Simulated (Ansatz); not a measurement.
# A series in volume scale on SrCa3

Free energy against uniform scaling of the volume at fixed shape and fractions; periodic cell, basis, potentials, k mesh and filling as listed. The results are calculated, by Ansatz 0.2.0.

The cell before it is scaled or strained (space group Fm-3m, No. 225):
```
CELL_PARAMETERS angstrom
0.00000 4.51790 4.51790
4.51790 0.00000 4.51790
4.51790 4.51790 0.00000
ATOMIC_POSITIONS crystal
Sr 0.00000 0.00000 0.00000
Ca 0.25000 0.25000 0.25000
Ca 0.75000 0.75000 0.75000
Ca 0.50000 0.50000 0.50000
```

Settings of every row: functional PBEsol; dispersion none; potentials PAW; wave cutoff 462.59 eV; density cutoff 1850.4 eV; k mesh 5x5x5; k shift 0x0x0; occupations fermi dirac; smearing width 0.1 eV; spin none.

Limits: coarse k mesh, up to 40 meV an atom off; the cell comes from a prototype or a list of computed structures and needn't be the stable phase.

| row | volume scale | V (Å³/atom) | energy above lowest point (meV/atom) |
| --- | --- | --- | --- |
| 1 | 0.92 | 42.42 | 0 |
| 2 | 0.9467 | 43.651 | ? |
| 3 | 0.9733 | 44.877 | 3.5 |
| 4 | 1 | 46.108 | 9.7 |
| 5 | 1.0267 | 47.339 | 18.4 |
| 6 | 1.0533 | 48.566 | 29.4 |
| 7 | 1.08 | 49.797 | 42.5 |

Question: what energy above lowest point should row 2 give?

Worked fit of energy above lowest point. Take u = (V_r/V)^(2/3) − 1 with V_r = 46.724 Å³ an atom, which is twice the finite (Eulerian) strain; such expansions in the strain, on which the Birch-Murnaghan equation of state is built, carry the rest volume and the bulk modulus. The shown rows have u = 0.06655, 0.02725, 0.00889, -0.00868, -0.02545, -0.04158. Least squares give energy above lowest point = 13.75 − 497.6 × u + 4551 × u² − 2670 × u³ meV/atom; a parabola predicts inner rows, each left out in turn, worse (root mean square 0.13 against 0.03 meV/atom). All shown rows lie on it to the printed digit. Its lowest point lies at u = 0.0576, or V = 42.96 Å³ an atom, and the curvature there gives the bulk modulus at fixed shape and fractions, B = (4/9)(1 + u)² E″(u)/V = 15.2 GPa. The withheld row has u = 0.0464, so the fit gives 13.75 − 497.6 × (0.0464) + 4551 × (0.0464)² − 2670 × (0.0464)³ = 0.2 meV/atom.

The calculation gave 0.2 meV/atom. The fit meets it to the printed digit.
